The dielectric function tells how the electrons of a solid answer an oscillating electric field such as light. Its real part describes the response in step with the field: where it is negative, the electrons push back so strongly that a light wave dies out close to the surface. Its imaginary part describes absorption. The crystal here is tantalum in the fcc structure. Ordinary tantalum is bcc, so the values serve to show a mechanism and should not be used as optical data for a tantalum part or coating.

Dielectric function of fcc Ta (a = 4.179 Å) for independent particles, without local fields or excitons and with an undamped Drude term, from Ansatz 0.2.0 (PBEsol, plane-wave PAW, scalar-relativistic, no spin polarisation). The cutoff is 420 eV, the k mesh 20×20×20 (optics 28×28×28), the Fermi-Dirac smearing 0.15 eV and the Gaussian broadening 0.1 eV.

| photon energy (eV) | dielectric imaginary xx | dielectric real xx |
| --- | --- | --- |
| 0.1 | 19.6 | -6060 |
| 0.3 | 26.1 | -620 |
| 0.5 | 43.9 | -199 |
| 0.7 | 37.3 | -99.1 |
| 0.9 | 30.3 | -54.6 |
| 1.1 | 27.3 | -31.3 |
| 1.3 | 26.8 | -18.0 |
| 1.5 | 29.9 | -11.4 |
| 1.7 | 26.9 | -14.8 |
| 1.9 | 21.9 | -11.1 |
| 2.1 | 19.6 | -8.20 |
| 2.3 | 18.1 | -6.00 |
| 2.5 | 17.0 | -4.04 |
| 2.7 | 17.4 | -2.05 |
| 2.9 | 18.8 | -3.12 |
| 3.1 | 16.7 | -5.08 |
| 3.3 | 14.0 | -5.23 |
| 3.5 | 12.0 | -3.53 |
| 3.7 | 11.4 | -2.03 |
| 3.9 | 11.0 | -0.87 |
| 4.1 | 11.1 | 0.44 |
| 4.3 | 12.2 | 1.48 |
| 4.5 | 13.0 | 0.69 |
| 4.7 | 13.7 | 2.76 |
| 4.9 | 19.1 | 0.52 |
| 5.1 | 17.1 | -5.18 |
| 5.3 | 14.4 | -6.71 |
| 5.5 | 12.4 | -7.05 |
| 5.7 | 10.9 | -7.30 |
| 5.9 | 9.53 | -7.57 |
| 6.1 | 7.79 | -7.84 |
| 6.3 | 5.96 | -7.01 |
| 6.5 | 4.92 | -5.99 |
| 6.7 | 4.28 | -4.99 |
| 6.9 | 3.92 | -4.12 |
| 7.1 | 3.75 | -3.30 |
| 7.3 | 3.83 | -2.58 |
| 7.5 | 4.29 | -2.07 |
| 7.7 | 4.64 | -2.47 |
| 7.9 | 4.32 | -2.66 |

The columns "dielectric real xx" and "dielectric imaginary xx" are called ε′ and ε″ below, and E is the photon energy. The crystal is cubic, so every direction of the field gives the same values.

**(a) From 0.1 eV upwards ε′ climbs from −6060 and reaches zero near 4 eV. How much of this is the work of the free carriers?**

*Solution.* A metal has electrons that can drift without any restoring force. A slow field pushes such an electron one way for a long time before it reverses, so the electron swings far, and it swings against the force that drives it. The result is a large negative contribution to ε′. A faster field leaves less time for each swing, and the contribution shrinks as one over the square of the photon energy.

In a formula this is the Drude term, −P²/E². The same calculation gives the plasma energy P as 7.83 eV, or 61.36 eV² when squared. At 0.5 eV the term is −61.36/0.25 = −245, while the table has −199. The remaining +46 comes from the vacuum, which always counts 1, and from electrons that the light lifts from one band to another.

These interband transitions behave like charges on springs. When the field is slower than the spring's own frequency, the charge follows the force and contributes positively. Once the Drude term is taken away, what is left of ε′ is positive in every row below 5 eV, though at 3.3 eV it is only 0.4. That is less than the vacuum's 1, so the interband part itself is slightly negative there, for a reason given in (b). Up to 3.9 eV the Drude term outweighs this remainder, by a huge margin at the lowest energies and only narrowly at 2.7 and 3.9 eV. Wherever ε′ is negative below 4 eV, therefore, it owes its sign to the free carriers.

The same balance sets the zero. With vacuum and free carriers alone, ε′ would vanish at the plasma energy of 7.83 eV. The positive interband part brings the zero down to about 4.0 eV. In many metals a zero of ε′ marks a collective oscillation of the electrons, but here ε″ is about 11 at the crossing, so such an oscillation would be heavily damped.

**(b) The free-carrier term keeps fading, yet ε′ turns negative again at 5.1 eV and stays so to the end of the table. It also falls briefly at several lower energies. Why?**

*Solution.* A charge on a spring changes sides at its resonance. Driven more slowly than its own frequency it follows the force, and driven faster it lags so far behind that it moves against it. Each absorption peak is such a resonance. It raises ε′ at energies below the peak and lowers it at energies above, so ε′ drops as the photon energy passes through.

The largest drop belongs to the strong absorption that peaks at 4.9 eV and trails off beyond 6 eV. At 4.7 eV most of these transitions still lie ahead and lift ε′. At 6.1 eV most have been passed, and they now pull it down, together with all the absorption at lower energies. The Drude term at 6.1 eV is only −1.6, while the table has −7.84, so about −6.2 is left for vacuum and interband transitions together. This remainder is negative in every row above 5 eV. The two negative regions thus have different origins: free carriers in the first, mainly transitions driven above their resonance in the second.

The Kramers–Kronig relation turns this picture into numbers. Absorption at an energy E₁ contributes to ε′ at E in proportion to E₁ε″(E₁)/(E₁² − E²), which changes sign where E passes E₁. Adding these contributions over all printed rows, together with the vacuum's 1 and the Drude term, gives an estimate of ε′ with no adjusted constant. From 4.7 to 6.1 eV it falls by 10.6, as does the table. The relation holds for any causal linear response, so the agreement shows that the tabulated absorption accounts for the drop but does not test whether the bands themselves are right.

The estimate lies about 2.3 below the table at both ends of this drop. That the two gaps agree so closely is partly luck, for at 4.5 eV the gap is only 1.4. Absorption above 8 eV is missing from the sum, and since it lies ahead of both energies it would add a positive amount. The output printed after this text lists the comparison at other energies.

The smaller falls mostly follow the same rule. Those from 2.7 to 3.3 eV and from 7.5 to 7.9 eV accompany absorption maxima at 2.9 and 7.7 eV. The maximum at 0.5 eV seems to break the rule, because ε′ goes on rising there. The drop is present but hidden: without the Drude term, ε′ falls from 46 at 0.5 eV to −99.1 + 61.36/0.49 = 26 at 0.7 eV, while the Drude term rises by far more.

Two falls are not explained in size. Between 1.5 and 1.7 eV the table drops by 3.4, but the sum gives only 0.2. Both are net of a Drude rise of 6.0: without it the falls are 9.4 and 6.2, so the sum over the printed rows accounts for about two thirds of the interband drop. Between 4.3 and 4.5 eV the table drops by 0.8, where the sum gives a slight rise and ε″ has no maximum at either row. Rows 0.2 eV apart are coarse for a broadening of 0.1 eV, and small differences of shape between the printed energies are expected to cause such misses, for instance a peak lying nearer 1.6 than 1.5 eV, or a shoulder around 4.4 to 4.6 eV. The run has values every 0.1 eV and the table prints only every second one, so the unprinted values could confirm this. Sampling of the k mesh is a less likely cause: the run puts the overall error of ε″ at only about 0.5 % and marks no row as limited by the mesh. Only one optics mesh was used, however, and the data makers' general warning that metals can be sensitive to the k mesh rests on tests of other systems, so a run on a second mesh would be the direct check.

**(c) The highest value of ε″ is found at 0.5 eV. Is this the strongest absorption band of the table?**

*Solution.* It is not, if strength means how much electronic charge takes part. That is measured by the area under the photon energy times ε″, a product proportional to the optical conductivity. This product is greatest at 4.9 eV, where it is 4.3 times as large as at 0.5 eV. The low-energy maximum stands out in ε″ because a given strength yields a larger ε″ when it sits at a lower energy.

The physical reason is that ε″ measures how far the charges swing out of step with the field, while the absorbed power depends on how fast they move. At equal speed, a slower swing is a longer one.

Transitions at low energy also weigh heavily in the response to a steady field. Each is like a charge held by a soft spring, which such a field displaces a long way. Rows below 1 eV hold only about 5 % of the oscillator strength within the table. They nevertheless supply about 70 % of what the tabulated absorption contributes to the interband response at zero frequency, about 30 % from the 0.1 eV row alone, the least reliable of the table. A little strength at low energy is therefore enough to make the interband response to a steady field large. This help ends once the field is faster than the soft springs. At the zero of ε′ near 4 eV they already pull ε′ down, and the positive interband part comes from absorption still ahead: the strong band at 4.9 eV and, to judge by the gap of about 2 found in (b), in good part transitions above 8 eV. Once the band at 4.9 eV has been passed too, it adds its pull to that of the lower transitions and ε′ turns negative, as seen in (b).

The table shows no threshold below which absorption stops, as an insulator would have. Tantalum has a partly filled d shell, and several d bands lie close together around the Fermi level. At some places in the crystal's momentum space a filled state can therefore lie just below an empty one. Maxima at higher energies typically arise where a filled and an empty band run nearly parallel, so that many transitions share almost the same energy. That is the standard explanation of such peaks; the calculation does not resolve ε″ by bands, so no particular pair can be named here.

The lowest rows need the most caution. Towards 0.1 eV the table shows ε″ falling to 19.6, but this is the interband part alone, blurred by the broadening of 0.1 eV and by the smearing of the occupations. The 0.15 eV is a thermal energy kT, and a Fermi-Dirac edge spreads over several kT, here about half an electronvolt, so it is expected to affect the maximum at 0.5 eV as well. The free carriers were treated as moving without friction and so absorb nothing. In a real metal they scatter, and their absorption grows towards zero energy. Spin–orbit coupling, which is left out, shifts d levels of tantalum by some tenths of an electronvolt, enough to move or split the maximum at 0.5 eV. Smaller shifts may come from the PAW dataset, which was made for the functional PBE and not for PBEsol, and the atoms are held still, so blurring by their vibrations is missing too.

For another metal, the same reasoning starts from two things: the plasma energy of its free carriers and the positions of its strong absorption bands. The first fixes how deep ε′ starts at low energy. The second shows where ε′ is held up, just below a band, and where it is pulled down, just above it.

Output of the analysis:

```
Drude term at 0.1 eV: -6136
Drude term at 6.1 eV: -1.649
Real part without Drude term at 0.5 eV: 46.42
Real part without Drude term at 6.1 eV: -6.191
Lowest real part without Drude term, rows below 5 eV: 0.4042
Highest real part without Drude term, rows above 5 eV: -0.9792
Zero crossing of the real part between 3.9 and 4.1 eV, in eV: 4.033
Table less sum at 1.5 eV: 3.504
Table less sum at 2.7 eV: 2.065
Table less sum at 4.5 eV: 1.353
Table less sum at 4.7 eV: 2.351
Table less sum at 6.1 eV: 2.323
Change of real part from 1.5 to 1.7 eV, table: -3.4
Change of real part from 1.5 to 1.7 eV, sum: -0.1907
Change of real part from 2.7 to 3.3 eV, table: -3.18
Change of real part from 2.7 to 3.3 eV, sum: -2.712
Change of real part from 4.3 to 4.5 eV, table: -0.79
Change of real part from 4.3 to 4.5 eV, sum: 0.07319
Change of real part from 4.7 to 6.1 eV, table: -10.6
Change of real part from 4.7 to 6.1 eV, sum: -10.57
Energy times imaginary part, 4.9 eV row over 0.5 eV row: 4.264
Share of rows below 1 eV in the static interband sum over the table, percent: 71.48
Share of rows below 1 eV in the oscillator strength of the table, percent: 4.926
```
